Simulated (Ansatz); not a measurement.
**Smearing, entropy and the zero-width energy in InP3**

Theory: DFT PBEsol, scalar-relativistic, plane waves, PAW in Ansatz 0.2.0.

```xyz
8
Lattice="3.7245 2.1503 3.2950 -3.7245 2.1503 3.2950 0.0000 -4.3007 3.2950" Properties=species:S:1:pos:R:3 pbc="T T T"
In    0.0000    0.0000    2.7233
In    0.0000    0.0000    7.1617
P     2.0667   -1.1932    6.0430
P     0.0000    2.3864    6.0430
P    -2.0667   -1.1932    6.0430
P    -2.0667    1.1932    3.8420
P     2.0667    1.1932    3.8420
P     0.0000   -2.3864    3.8420
```

The plane-wave cutoff is 420 eV. The Γ-centred k-mesh is 6×6×6 and the spin treatment is unpolarised.

The same metal under several smearings of width σ, on one mesh. F is the free energy, TS the smearing's entropy term for the cell of 8 atoms, and E = F + TS. Gaussian occupations are ½ erfc[(ε − μ)/σ], and N counts both spins.

| rule | σ (eV) | F − F(narrowest) (meV/atom) | TS (meV/cell) |
| --- | --- | --- | --- |
| Fermi–Dirac | 0.01 | 0.000 | 0.436 |
| Fermi–Dirac | 0.02 | -0.069 | 1.327 |
| Fermi–Dirac | 0.1 | -2.071 | 33.549 |
| Gaussian | 0.1 | -0.295 | 5.044 |
| Gaussian | 0.2 | -1.221 | 19.239 |
| Gaussian | 0.3 | -2.691 | 42.004 |
| Gaussian | 0.5 | -7.642 | 134.858 |

Q: For a density of states N (both spins) that is flat over the smeared range, TS = Nσ²/2 (Gaussian) and (π²/3)Nσ² (Fermi–Dirac). What N does each run give?

A:
| rule | σ (eV) | N (states/eV a cell) |
| --- | --- | --- |
| Fermi–Dirac | 0.01 | 1.32 |
| Fermi–Dirac | 0.02 | 1.01 |
| Fermi–Dirac | 0.1 | 1.02 |
| Gaussian | 0.1 | 1.01 |
| Gaussian | 0.2 | 0.96 |
| Gaussian | 0.3 | 0.93 |
| Gaussian | 0.5 | 1.08 |

Equal entropy needs σ_Gauss = π√(2/3) σ_FD = 2.57 σ_FD, so a Fermi–Dirac width acts like a Gaussian one 2.57 times as large. At moderate widths N lies between 0.93 and 1.02, nearly constant, so the density of states is smooth near the Fermi level and the mesh resolves it. At the narrowest widths only the few mesh levels within σ of μ count, so N can scatter there.

Q: To second order F = E0 − TS/2 and E = E0 + TS/2. How well does E0 = (E + F)/2 undo the smearing?

A:
| rule | σ (eV) | F − E0(narrowest) (meV/atom) | (E + F)/2 − E0(narrowest) (meV/atom) |
| --- | --- | --- | --- |
| Fermi–Dirac | 0.01 | -0.03 | 0.00 |
| Fermi–Dirac | 0.02 | -0.10 | -0.01 |
| Fermi–Dirac | 0.1 | -2.10 | 0.00 |
| Gaussian | 0.1 | -0.32 | -0.01 |
| Gaussian | 0.2 | -1.25 | -0.05 |
| Gaussian | 0.3 | -2.72 | -0.09 |
| Gaussian | 0.5 | -7.67 | 0.76 |

At Gaussian 0.3 eV the free energy is off by -2.72 meV/atom and the mean by -0.09. What remains is of order σ⁴ plus the mesh error of the narrowest run, which is no exact reference. Forces and stress are derivatives of F, not of E0, so they keep the σ² error.

6 further runs of this set aren't shown.

Cost: 7 runs of about 3.1 core-minutes in all, on Intel Xeon Processor @ 2.50GHz (Skylake/Cascade Lake) (shared hosts).

InP3 comes out as a metal with few states at the Fermi level, about 1.01 states/eV for a cell of eight atoms, well below a free-electron estimate for its valence electrons. The probable reason is covalency: P–P and In–P bonding moves much of the s and p weight into filled bonding and empty antibonding bands, leaving only a remnant at the Fermi level. The small density of states also keeps the smearing energies small.

The density of states is not strictly flat, though. The Gaussian estimate falls to 0.93 at 0.3 eV and then rises to 1.08 at 0.5 eV, which suggests that the widest smearing reaches denser bands further from the Fermi level. The error of the mean energy changes sign over the same step, from -0.09 to 0.76 meV/atom, so a single quartic term can't describe it, and extrapolation from the widest smearing is unsafe. Agreement between widths on one mesh doesn't establish convergence with k-points, since all runs share the same sampling of the Fermi surface.
